The atomization energy D of acetylene is the energy of two carbon atoms and two hydrogen atoms less that of the molecule, without zero-point motion:

D = 2E(C) + 2E(H) − E(C₂H₂)

It was computed at one fixed linear geometry in a double-zeta basis with frozen cores, and each row gives D at one level less the CCSDT(Q) value of 16.055 eV. A negative entry means too little binding. The noise column is one standard error of a stochastic run, and it is zero for the deterministic levels. All errors are measured inside this basis, whose own error is left out, so a small entry says nothing of agreement with experiment.

AFQMC (own program) and Ansatz afq 1, Ansatz 0.2.0; charge 0 e, spin multiplicity 1, basis cc-pVDZ, molecule determinant RHF, reference level CCSDT(Q).

```
         level  this level less the reference (CCSDT(Q), same basis) (meV)  statistical noise, one standard error (meV)
            HF                                                     -3692.0                                        0.000
           MP2                                                       416.0                                        0.000
          CCSD                                                      -266.0                                        0.000
       CCSD(T)                                                       -19.0                                        0.000
         CCSDT                                                       -25.0                                        0.000
 ph-AFQMC/CISD                                                         6.0                                       17.000
released AFQMC                                                       -24.0                                       18.000
    free AFQMC                                                        30.0                                       19.000
```

The first five entries change sign twice and grow again at the last step, yet nothing irregular happens to the energies themselves. Let m be the amount by which the molecule's energy lies above its reference value, and a the same shortfall summed over the atoms. Then

error = a − m

The same runs give m directly, and a follows by subtraction; it belongs to the carbons, since a one-electron atom has no correlation energy. Both m and a are positive and fall at every step from HF to CCSDT. The sign of an entry tells only which side is further from its limit.

HF. A single determinant lets two electrons of opposite spin move without avoiding each other, and forming the molecule creates such pairs. The atoms hold two doubly occupied valence orbitals (2s² on each carbon) and the molecule five, so three pairs are new. The error of −3692 meV is 1231 meV per new pair, the usual order of an electronvolt, and HF keeps 77 % of the reference D. The determinant is a sound start for the molecule: closed-shell, stable also towards triplet breaking, with a T1 diagnostic of 0.012.

The pair picture gives the sign and the order, no more. Taking the atoms' correlation energy per 2s pair as a constant predicts −6055 meV, far too much. Theory offers two reasons, which these data do not separate: electrons in different orbitals are correlated too, in atoms and molecule alike, and that part does not follow the number of pairs; and the 2s pair of carbon is itself strongly correlated because an empty 2p orbital lies close by. The atomic figures also carry a limit, because each member sits on its own best determinant and any change of the carbon determinant between levels is folded into a.

MP2. The simplest expectation, with no fitted parameter, is that a level recovers the same fraction of the correlation energy on both sides. Then a and m shrink by one common factor, and so does their difference:

error(level) = error(HF) × m(level)/m(HF)

For MP2, with both m values from the molecular runs,

error = −3692 meV × 803.8/7728.8 = −384 meV

The table has +416 meV, a miss of 800 meV. Only the HF row and the molecular energies enter this estimate, so MP2 is a real test, and the assumption of equal fractions fails it.

The split shows why: MP2 recovers 90 % of the molecule's correlation energy but only 70 % of the atoms'. The positive entry is therefore no sign of an over-correlated molecule. Both sides are under-correlated, and the atoms, left 1220 meV too high against 804 meV, push D up.

A likely cause is the near-degeneracy of 2s and 2p in carbon. The ground state has one empty 2p orbital, and the 2s pair can move into it. For two configurations coupled by K and separated by Δ, the lowering is about K²/Δ. MP2 replaces Δ by a sum of HF orbital-energy differences, one for each electron moved, and the energy of an empty orbital is that of an added electron, which ignores the attraction to the holes left behind; Δ comes out too large and the lowering too small. In the molecule 2s and 2p are spent on bonds and this low excitation is gone. How much of the atomic shortfall it accounts for is untested here.

CCSD. Summing pair excitations to all orders repairs such denominators, and the gain falls where the argument puts it: about 1150 meV for the atoms against 470 meV for the molecule. D drops by 682 meV and the sign flips. The atoms are now the better-described side.

What remains is mostly connected triples in the molecule. The (T) term lowers the molecule by 297 meV and the atoms by 50 meV, which removes 247 of the 266 meV. Counting argues the direction: a carbon has few ways to pick three of its four valence electrons, whereas the molecule has ten to pick from, six of them in the triple bond, and low π* orbitals to receive them. From here on the molecule lags and the entries stay negative through CCSDT.

CCSD(T) and CCSDT. The cheaper level stands nearer the reference, −19 against −25 meV, and the split shows this to be cancellation:

CCSD(T): 19 − 38 = −19 meV
CCSDT: 2 − 27 = −25 meV

CCSDT is the better energy for the molecule and for the atoms alike. The perturbative term captures 96.5 % of the full triples in the molecule but 75 % in the atoms (if carbon keeps the same determinant at these levels), and the total shortfall left in the atoms cancels half of that left in the molecule. That the same too-large denominators weaken (T) in carbon is a guess.

Two limiting pictures thus each hold in one place. Equal fractions give −18 meV for CCSD(T), a match in that row alone. Taking the atoms as already exact, error = −m, gives −27 meV for CCSDT and fails badly at MP2. The CCSDT error is almost wholly the molecule's (Q) term, itself perturbative; terms beyond it are untested, and the reference's zero noise means deterministic, not exact.

AFQMC. These rows project the ground state out of a starting state by a random walk in imaginary time τ, either with the phaseless constraint, with that constraint let go, or with none. The errors are 0.35, 1.3 and 1.6 standard errors from zero, and scatter of this size or larger would have a probability of 0.22 if the rows were independent. They are not quite so, as the phaseless and released values share one walk. The rows establish no ranking, among themselves or against CCSD(T) and CCSDT.

The noise also bounds what can be said of bias. Both walks ended with an error above their target, and a constraint bias of some meV, which the phaseless error bar does not count, would be invisible in the molecule under 17 meV. By subtraction the phaseless +6 meV sits on the atoms' side; whether it is such a bias is untested. Agreement is partly built in as well, since CCSDT(Q) and a released walk had to agree within 25 to 40 meV for the reference to be admitted.

The +30 meV of the free walk comes from one time point. Excited components die as exp(−gτ), with g an effective gap, while the noise grows as the walkers' phases spread. The molecular energy had come to 2 meV below the reference at two successive times, then dropped by 27.5 meV at the last, which is the one tabulated. A lower molecule means a larger D, hence the positive sign.

A constant plus one exponential, fitted to the molecular series, treats that drop as noise. With all eight times the plateau lies 4 meV below the reference; with the first seven it lies 1 meV above, and the last point then misses by 1.6 standard errors. The two plateaus differ by less than their fitted uncertainty, which is itself too small because the times share walkers and any remainder of the starting state is outside the error bar. The full decomposition, residuals and series are in the output printed below.

Printed output of the fit:

```
Table rounding: 0.5 meV; atomic shortfall = error + molecular shortfall
level | D eV | error | molecule | atoms (meV) | correlation recovered % molecule, atoms
HF        12.363   -3692  7728.8  4036.8    0.00   0.00
MP2       16.471     416   803.8  1219.8   89.60  69.78
CCSD      15.789    -266   335.3    69.3   95.66  98.28
CCSD(T)   16.036     -19    37.9    18.9   99.51  99.53
CCSDT     16.030     -25    27.1     2.1   99.65  99.95
HF gives 77.0 % of the reference D; MP2 error is 2.6 %
Models (meV): A equal fraction on both sides, B exact atoms; residual = table - model
MP2      A  -383.9 residual   799.9 | B  -803.8 residual  1219.8
CCSD     A  -160.2 residual  -105.8 | B  -335.3 residual    69.3
CCSD(T)  A   -18.1 residual    -0.9 | B   -37.9 residual    18.9
CCSDT    A   -12.9 residual   -12.1 | B   -27.1 residual     2.1
Energy lowering per step (meV): molecule, atoms, change of D, ratio molecule/atoms
HF to MP2           6925.1  2817.1    4108  2.46
MP2 to CCSD          468.5  1150.5    -682  0.41
CCSD to CCSD(T)      297.4    50.4     247  5.90
CCSD(T) to CCSDT      10.8    16.8      -6  0.64
CCSD to CCSDT        308.2    67.2     241  4.58
CCSDT to CCSDT(Q)     27.1     2.1      25 (atomic part +-0.5)
(T) as share of full triples: molecule 96.5 %, atoms 75 %
Correlation per doubly occupied valence orbital: molecule 1546, atoms 2018 meV
HF error per new pair (5 - 2 = 3): -1231 meV
Constant energy per pair from atoms predicts HF error -6055 meV, residual 2363
Correlation per electron: molecule 773 (10), carbon 505 (8) meV
AFQMC: error, noise, error/noise, molecule, implied atoms (meV; released = last point)
ph-AFQMC/CISD       6   17   0.35    0.4    6.4
released AFQMC    -24   18  -1.33   23.4   -0.6
free AFQMC         30   19   1.58  -29.4    0.6
If independent: chi2 about zero 4.40 for 3, p = 0.22; mean 3.2 +- 10.4 meV
Released series less reference, meV: 10(19) 8(14) -19(14) 24(19) 23(18)
Free series less reference, meV: 340(11) 162(13) 82(13) 30(12) 5(13) -2(14) -2(17) -29(19)
Free walk, last step: -27.5 meV
Decay fit, all 8 times: plateau -3.9 +- 7.8 meV, amplitude 342 meV, rate 3.27 hartree
  residual/noise at all 8 times: 0.2 -0.5 -0.0 0.8 0.2 0.1 0.1 -1.3
Decay fit, first 7 times (sensitivity): plateau 1.1 +- 8.3 meV, amplitude 337 meV, rate 3.40 hartree
  residual/noise at all 8 times: 0.1 -0.4 0.0 0.7 -0.1 -0.3 -0.2 -1.6
Time points share walkers, so fit uncertainties are too small
```
